\section*{Origin choice at R: why the tilt is $R_4^+$ about Bi and $R_5^-$ about Ba}

\textbf{The section ``Wrong attempt'' below ends in a false space group, $Imm2$, for breathing plus tilt in BaBiO$_3$. The right group is $I2/m$. Do not copy Eq.~\eqref{eq:bad}.}

\subsection*{Conventions}
The parent is the cubic perovskite, $Pm\bar3m$, with lattice parameter $a$; positions and translations are in units of $a$. At $\mathbf{k}_R=(\pi/a)(1,1,1)$ displacements change sign from a cell to its face neighbours, so a translation $\mathbf t$ acts as $(-1)^{t}$ with $t=t_1+t_2+t_3$. The little co-group is all of $m\bar3m$, and an irrep at R is $(-1)^tD(g)$ for $\{g|\mathbf t\}$, where $g$ acts \emph{about the chosen origin}. We use CDML labels: $R_1,R_2,R_3,R_4,R_5$ go with $A_1,A_2,E,T_1,T_2$, and $\pm$ with $g,u$.

Each $g$ is a signed permutation matrix. Let $\eta(g)$ be the product of its three signs and $\mathrm{sgn}(g)$ the parity of its permutation, so $\det g=\eta\,\mathrm{sgn}$. Then $\eta$ is $A_{2u}$ (it transforms as $xyz$), $g$ is $T_{1u}$, $(\det g)\,g$ is $T_{1g}$ and $\mathrm{sgn}(g)\,g$ is $T_{2u}$.

As the BaBiO$_3$ pattern we take a breathing amplitude $Q$ plus an antiphase tilt $\mathbf q=(q,q,0)$ about pseudocubic $[110]$, Glazer $a^-a^-c^0$.

\subsection*{Wrong attempt}
The structure file has Ba at $(0,0,0)$, Bi at $(\frac12,\frac12,\frac12)$ and O at $(0,\frac12,\frac12)$ and permutations. Inversion through Ba sends a Bi to one displaced by $(1,1,1)$, which swaps large and small octahedra. In general $Q$ transforms as $\eta$, so the breathing mode is $R_2^-$. This much is right. The tilt label is then copied from a paper as $R_4^+$:
\begin{equation}
Q\to(-1)^t\eta(g)\,Q,\qquad \mathbf q\to(-1)^t(\det g)\,g\,\mathbf q\quad\text{(wrong)} .
\label{eq:bad}
\end{equation}
Keeping $Q$ requires $(-1)^t=\eta(g)$. Keeping $\mathbf q$ then requires $\eta\,(\det g)\,g\,\mathbf q=\mathrm{sgn}(g)\,g\,\mathbf q=\mathbf q$. For $(q,q,0)$ there are 4 solutions: $E$, the mirror $z\to-z$, the mirror normal to $[110]$, and the twofold axis along $[1\bar10]$. Operations with $(-1)^t=\eta$ fix a Bi site up to an even translation, so the group is symmorphic. The even translations form a lattice that is body centred in the $\sqrt2\times\sqrt2\times2$ cell. The wrong result is polar $Imm2$, with polar axis $[1\bar10]$, and all 27 optical modes of the ten-atom cell Raman active.

\subsection*{Symptom}
Three tests fail, each cheap to run.
\begin{itemize}
\item Inversion through Bi maps each octahedron onto itself, breathing or rotated, and preserves the alternation. No combination of the two distortions can remove it.
\item In the tilt about $[110]$ the equatorial O move along $z$. In $Imm2$ they lie on the mirror $z\to-z$ through Bi and cannot. The group forbids the distortion it was derived from.
\item With Ba at the origin, $R_4^+$ occurs zero times in the mechanical representation (shown below). No phonon carries that label.
\end{itemize}

\subsection*{Faulty line}
It is the second half of Eq.~\eqref{eq:bad}. The rotation of one octahedron is an axial vector, $(\det g)\,g$, under operations through \emph{its own centre}. An operation through Ba also carries the octahedron to another site, $g\mathbf b=\mathbf b+\mathbf L$ with $\mathbf b=(\frac12,\frac12,\frac12)$. Each minus sign in $g$ contributes $-1$ to one component of $\mathbf L$, so $(-1)^{L}=\eta(g)$. The attempt gave this phase to $Q$ and denied it to $\mathbf q$: one label belongs to the Ba origin, the other to the Bi origin.

\subsection*{Mended calculation}
An atom $\kappa$ contributes to the character if $g\mathbf r_\kappa=\mathbf r_\kappa+\mathbf L_\kappa$ with $\mathbf L_\kappa$ a lattice vector:
\begin{equation}
\chi_R(g)=\mathrm{Tr}\,g\sum_{\kappa\ \mathrm{fixed}}(-1)^{L_\kappa(g)} .
\end{equation}
Put B at the origin, A at $\mathbf b$, and O$_j$ at $\frac12\mathbf e_j$. The phase is $1$ for B and $\eta$ for A. O$_j$ is fixed when $g_{jj}=\pm1$, and its phase is $g_{jj}$, so the oxygen phases add up to $\mathrm{Tr}\,g$:
\begin{equation}
\chi^{B}_R=\mathrm{Tr}\,g\,\bigl(1+\eta+\mathrm{Tr}\,g\bigr),\qquad \chi^{A}_R=\eta\,\chi^{B}_R .
\end{equation}
The second relation holds because $\{g|0\}$ about A and about B differ by a lattice translation of parity $\eta$. The classes $C_3$ and $S_6$ have zero trace and drop out.

\begin{center}
\begin{tabular}{lrrrrrrrr}
 & $E$ & $3C_2$ & $6C_4$ & $6C_2'$ & $i$ & $3\sigma_h$ & $6S_4$ & $6\sigma_d$\\ \hline
$\mathrm{Tr}\,g$ & 3 & $-1$ & 1 & $-1$ & $-3$ & 1 & $-1$ & 1\\
$\eta$ & 1 & 1 & $-1$ & $-1$ & $-1$ & $-1$ & 1 & 1\\
$\chi^B_R$ & 15 & $-1$ & 1 & 1 & 9 & 1 & $-1$ & 3\\
$\chi^A_R$ & 15 & $-1$ & $-1$ & $-1$ & $-9$ & $-1$ & $-1$ & 3
\end{tabular}
\end{center}

Reduction with $n_\mu=\frac1{48}\sum_g\chi_\mu\chi_R$ gives
\begin{align}
\text{B origin:}\quad & R_1^++R_3^++R_4^++2R_5^++R_4^- ,\\
\text{A origin:}\quad & R_2^-+R_3^-+R_5^-+2R_4^-+R_5^+ ,
\end{align}
with terms in corresponding order. For $R_4^+$ at the A origin the class sum is $45+3-6+6-27+3-6-18=0$.

To see which term is which, collect the oxygen displacements of the home cell (B origin) in a matrix $M_{ij}$, the shift of O$_j$ along $i$. It transforms as $M\to gMg^{T}$, that is $T_{1u}\otimes T_{1u}$. The trace is the breathing mode $R_1^+$, the traceless diagonal part is $R_3^+$, the symmetric off-diagonal part is $R_5^+$, and the antisymmetric part, with columns $\frac a2\,\boldsymbol\omega\times\mathbf e_j$, is the tilt $R_4^+$. A gives $\eta\,g=T_{2g}$, the second $R_5^+$, and B gives $R_4^-$. As $R_4^+$ occurs once and only on oxygen, its eigenvector is fixed by symmetry. The labels $R_5^+$ and $R_4^-$ occur in both lists with A and B motions exchanged, which is a second trap.

\paragraph{Tilt alone.} With B at the origin, $\{g|\mathbf t\}$ survives if $(\det g)\,g\,\mathbf q=\pm\mathbf q$, the lower sign with odd $t$.
\begin{itemize}
\item $(0,0,q)$, one of the $(q,0,0)$ domains: 16 point operations, $4/mmm$. The plane normal to $x$ needs odd $t$, and $(1,0,0)$ makes it a true mirror at $x=\frac12$. The plane normal to $[110]$ needs odd $t$, has no odd translation along its normal, and becomes a $c$ glide with $(0,0,1)$. The group is $I4/mcm$.
\item $(q,q,0)$: 8 operations, $mmm$. There are true mirrors normal to $[110]$ (through B) and to $z$ (at $z=\frac12$), and a glide normal to $[1\bar10]$. The group is $Imma$.
\item $(q,q,q)$: 12 operations, $\bar3m$. The planes containing $[111]$ need odd $t$ and become glides with $(1,1,1)$, half the hexagonal $c$. The group is $R\bar3c$.
\end{itemize}
These are the directions with one free amplitude; more general directions give lower groups.

\paragraph{Tilt plus breathing.} At the B origin $Q\to(-1)^tQ$, so only even $t$ and the upper sign remain. At the A origin the mended line is
\begin{equation}
Q\to(-1)^t\eta\,Q,\qquad \mathbf q\to(-1)^t\,\mathrm{sgn}(g)\,g\,\mathbf q\quad(R_5^-),
\end{equation}
and $(-1)^t=\eta$ gives $\eta\,\mathrm{sgn}(g)\,g\,\mathbf q=(\det g)\,g\,\mathbf q=\mathbf q$, the same condition. For $(q,q,0)$ it is met by $E$, $i$, the twofold axis along $[110]$ and the mirror normal to it.

\begin{center}
\begin{tabular}{lcccc}
direction & tilt alone & with breathing & wrong attempt & order of last two\\ \hline
$(0,0,q)$ & $I4/mcm$ & $I4/m$ & $I\bar42m$ & 8\\
$(q,q,0)$ & $Imma$ & $I2/m$ & $Imm2$ & 4\\
$(q,q,q)$ & $R\bar3c$ & $R\bar3$ & $R32$ & 6
\end{tabular}
\end{center}
The point-group orders and the lattices coincide, so neither the index nor the cell size exposes the slip.

\subsection*{Size of the error for BaBiO$_3$}
\paragraph{Mode counts.} The zone-centre modes of the ten-atom cell are the parent modes at $\Gamma$ ($4T_{1u}+T_{2u}$) and at R. About Bi the summed characters are 30 for $E$, $-6$ for $i$, $-2$ for $C_2'$, and 6 for both $\sigma_h$ and $\sigma_d$. In $I2/m$ this gives $7A_g+5B_g+7A_u+11B_u$. The 12 Raman modes are the $R^+$ modes of the B-origin list. Removing the acoustic $A_u+2B_u$ leaves 15 infrared modes. In $Imm2$ there are $10A_1$ and $4A_2$, so 27 modes are Raman active and 23 infrared active. Free internal coordinates number 7 in $I2/m$ against 9 in $Imm2$ (one $A_1$ is an origin shift). None of the 9 is a tilt, since the $T_{1g}$ characters on $Imm2$ give $(3-1-1-1)/4=0$.

\paragraph{Displacements.} Take as approximate inputs $a\approx4.35$~\AA, tilt angle $\phi\approx11^\circ=0.192$~rad, and breathing shift $\delta\approx0.085$~\AA, half the difference of long and short Bi--O bonds. Secondary $R_3^+$ and $R_5^+$ amplitudes are left out. To first order in $\phi$ the apical O moves by $a\phi/2=0.42$~\AA\ along $[1\bar10]$ and each equatorial O by $a\phi/(2\sqrt2)=0.30$~\AA\ along $z$. The mode amplitudes, as root sums of squares over a five-atom cell, are
\begin{equation}
A_{\rm tilt}=\frac{a\phi}{\sqrt2}=0.59~\text{\AA},\qquad A_{\rm br}=\sqrt3\,\delta=0.15~\text{\AA},
\end{equation}
from $\sum_j|\boldsymbol\omega\times\mathbf e_j|^2=2\phi^2$. Symmetrising the structure to $Imm2$ removes the whole tilt, a fraction $A_{\rm tilt}^2/(A_{\rm tilt}^2+A_{\rm br}^2)=0.94$ of the squared distortion, and opens the apical Bi--O--Bi angle from about $180^\circ-2\phi=158^\circ$ to $180^\circ$. A relaxation constrained to $Imm2$ cannot recover it.

One second-order term is comparable to $\delta$. At fixed cell the transverse shift lengthens the apical bonds by $\frac a2(\sqrt{1+\phi^2}-1)=0.04$~\AA, about half of $\delta$. To leading order it is the same at both Bi sites, so it changes the mean bond and not the $R_1^+$ amplitude. Read $\delta$ from the bond difference, never from one bond against $a/2$.

\subsection*{Working rule}
State the origin next to every R-point label. Convert between the A and B origins by multiplying every irrep by $A_{2u}$: $1^\pm\leftrightarrow2^\mp$, $3^\pm\leftrightarrow3^\mp$, $4^\pm\leftrightarrow5^\mp$. Before trusting a subgroup, check that the primary mode is invariant under it.